The singlet–triplet gap of H₂B–B

Three sizes are worth remembering. The correlation energy of the eight valence electrons of this small molecule is several eV. The gap between its two spin states is about a sixth of an eV. The refinements that separate the good methods are worth tens of meV. The gap is thus a small difference between two large energies, and a method succeeds when its errors are alike in both states.

Vertical singlet–triplet gap (triplet minus singlet) of neutral H₂B–B, computed with Ansatz 0.2.0 and AFQMC afq 1 (own program) in the cc-pVTZ basis, except at the basis limit (CBS). The geometry is PBE0/def2-TZVP, the boron 1s cores are frozen, and the singlet starts from RHF, the triplet from UHF. The reference level of the best estimate is CCSDT(Q).

```
         level  this level less the best estimate at the basis limit (meV)  statistical noise, one standard error (meV)
            HF                                                      -587.0                                         0.00
           MP2                                                      -210.0                                         0.00
          CCSD                                                         9.0                                         0.00
       CCSD(T)                                                       -17.0                                         0.00
         CCSDT                                                       -28.0                                         0.00
      CCSDT(Q)                                                       -28.0                                         0.00
   ph-AFQMC/HF                                                       -15.0                                        32.00
 ph-AFQMC/CISD                                                       -34.0                                         6.00
released AFQMC                                                       -40.0                                         6.00
    free AFQMC                                                       -21.0                                        12.00
        HF/CBS                                                      -580.0                                         0.00
       MP2/CBS                                                      -147.0                                         0.00
   CCSD(T)/CBS                                                        12.0                                         0.00
```

1. Which spin state lies lower?

The triplet does. The gap is the triplet energy minus the singlet energy at the same atomic positions, and the best estimate is −0.161 eV. An error in the table is the gap of a level less this estimate, so a negative error means that the level places the triplet too low. Every level gets the sign of the gap right, even those with large errors. The sign is therefore an easy test here, and the size of the gap is the hard one.

The molecule is planar, with both hydrogen atoms on one boron atom and the other boron bare at the end. It should not be confused with linear HBBH. Boron brings three valence electrons to four valence orbitals, so empty orbitals lie close above the filled ones. In the singlet all filled orbitals are symmetric with respect to the molecular plane, and the π orbital that stands out of this plane is empty. The triplet most likely has one electron in that π orbital, which is a chemical guess about its occupation.

2. Why does Hartree–Fock (HF) favour the triplet so strongly?

HF puts the gap at −748 meV, more than four times the best value. The reason lies in what HF leaves out. It lets each electron feel only the average charge of the others, so two electrons of opposite spin don't avoid each other as they should. Two electrons of equal spin are already kept apart by the antisymmetry of the wavefunction, and HF includes that. A state with one more parallel pair therefore loses less by the HF treatment.

The energies bear this out. Let E_c be the energy that correlation gains, counted as positive, with CCSDT(Q) as the measure. This is coupled cluster with full triple and perturbative quadruple excitations. The singlet gains 5.646 eV. The HF error of the gap in the same basis then fixes the gain of the triplet at 5.087 eV:

HF gap − CCSDT(Q) gap = E_c(triplet) − E_c(singlet) = 5.087 − 5.646 = −0.559 eV

An error of half an eV thus comes from a difference of only a tenth in the correlation energy.

The HF singlet used here keeps its electrons strictly paired, although an unpaired solution lies lower. Allowing that solution would make the HF gap less negative. It would do so by mixing triplet character into the singlet, so the smaller error would not mean a better singlet.

3. Does turning one spin explain the whole error?

A simple count gives a first answer. The singlet has four valence electrons of each spin, hence 4 × 4 = 16 pairs of opposite spin and 6 + 6 = 12 pairs of equal spin. The triplet has five and three, hence 15 and 13. One opposite pair has become a parallel one.

Second-order perturbation theory (MP2) gives the price of each kind of pair. In the singlet, the opposite-spin pairs contribute 3.864 eV in total and the equal-spin pairs 0.512 eV. If the pair that changes were an average one, the triplet would lose

3.864/16 − 0.512/12 = 0.241 − 0.043 ≈ 0.20 eV

of correlation energy. No parameter has been adjusted in this estimate. It has the right direction and order of magnitude, but it is only about half of the 377 meV by which MP2 actually moves the HF gap, and about a third of the full 559 meV.

The shortfall is instructive, because the broken pair is not an average one. Its two electrons share one orbital, while most of the 16 opposite-spin pairs are spread over two different orbitals. Electrons in the same orbital meet more often and gain more from avoiding each other. A low empty orbital nearby adds to this gain, since the pair can move into it together at small cost. This argument offers a reason why the average is too small. The electron that turns its spin also moves to another orbital, so its pairs with all the other electrons change as well. The count alone can't say how much each part contributes.

The beryllium atom shows the same effect in a simpler form. Its outer pair fills the 2s orbital, with the empty 2p orbitals close above. HF places the triplet with one 2s and one 2p electron too low relative to the singlet. The comparison covers the direction of the error and its cause only. In beryllium the singlet is the ground state, and the atom has three equivalent empty p orbitals to help the pair. In both cases a closed pair sits just below an empty orbital, and HF places the triplet too low.

4. MP2 finds nearly the same share of the correlation energy in both states. Why is its gap still poor?

MP2 recovers 77.5 % of the correlation energy in the singlet and 78.6 % in the triplet. That looks like an even treatment, yet its gap is still 182 meV too negative against CCSDT(Q) in the same basis. The trap is the word share. A gap comes out right when both states lack the same number of eV, and equal percentages of unequal amounts don't achieve that.

The size of this effect is easy to work out. Suppose that MP2 left out exactly 22.5 % in both states. The gap would then be wrong by 0.225 × 559 ≈ 126 meV, which is already most of the error. The rest comes from the slightly better share in the triplet.

The low share itself has a reason in theory. MP2 treats each excitation of a pair as a single event, independent of the others. With low empty orbitals at hand, the excited electrons go on interacting there, and the excitations influence one another. Coupled cluster includes these repeated processes, and its gaps for this molecule are much closer to the reference.

5. CCSD has the smallest error in the table. Is it the best method?

It is not. CCSD, coupled cluster with single and double excitations, is listed with an error of only +9 meV. That figure compares a calculation in a finite basis with an estimate at the basis limit, so it contains two errors. CCSDT(Q) in the same finite basis is off by −28 meV, and this is the error of the basis. Against CCSDT(Q), CCSD is off by +37 meV, and the two errors largely cancel.

What would a better basis do? For CCSD(T), which adds triple excitations by perturbation theory, the gap moves by +29 meV on going to the limit. If CCSD moved by as much, its error would grow to about 9 + 29 = 38 meV. A better basis would thus make the result look worse, because it would remove the compensation.

The direction of the shift fits the picture of question 2. A finite basis describes poorly how two electrons of opposite spin avoid each other at short distance. The singlet depends more on this, so a better basis helps it more and makes the gap less negative. HF, which has no such correlation, moves by only 7 meV. The limit was built from a different family of basis sets, so these shifts also contain some difference between the families.

6. How much do triple excitations matter?

They matter much more for each energy than for the gap. The step from CCSD to CCSD(T) lowers the singlet by 161 meV and the triplet by 187 meV. Most of this cancels, and the gap changes by only −26 meV. Full triples, CCSDT, move it by a further −11 meV, and quadruples leave it unchanged to the meV. CCSD(T) is therefore already within about 10 meV of the top of this ladder.

One detail goes against the simple picture. The triplet has less correlation energy in total, yet it gains more from the triples. Counting pairs is no guide here, because triple excitations describe three electrons moving together. A possible cause is that the unrestricted starting point of the triplet is not a pure spin state and leaves more for the triples to repair, but this is an untested guess.

7. Does the quantum Monte Carlo gap confirm the coupled-cluster one?

It does within about two standard errors, with one lesson on the way. Auxiliary-field quantum Monte Carlo (AFQMC) can be run with the phaseless constraint, marked ph, which keeps the noise small at the price of a bias. With the better of the two trial wavefunctions, CISD, the gap differs from CCSDT(Q) by −6 ± 6 meV. The singlet energy alone, however, lies 22 ± 4 meV too high. The triplet must be too high by about 16 meV, so most of the bias drops out of the gap.

When the constraint is released, the singlet comes down to about 6 meV above CCSDT(Q), close to the size of the noise. This points to the constraint as the main source of the bias. The released gap differs by −12 ± 6 meV, two standard errors, which is too little to establish a disagreement. The agreement is also not fully independent evidence, since CCSDT(Q) was accepted as the reference only if it lay within 25 to 40 meV of the released result.

8. Which digits of −0.161 eV can be trusted?

The sign is safe, and a size between one and two tenths of an eV is likely. The second decimal is probably right to within a few units, and the third should not be used. The basis correction and the bound on the agreement with Monte Carlo are both tens of meV, so an uncertainty of a few hundredths of an eV is a fair judgement. The +12 meV of CCSD(T) at the limit is no separate check, because the best estimate was made from that very value by adding the small step to CCSDT(Q).

A measured gap would differ for further reasons. The atoms are held fixed here, whereas in an experiment each state can relax to its own shape and has its own zero-point energy. The inner electrons of boron are also left uncorrelated. The value is a good yardstick for other calculations on the same fixed molecule, and a comparison with experiment would need these corrections first.
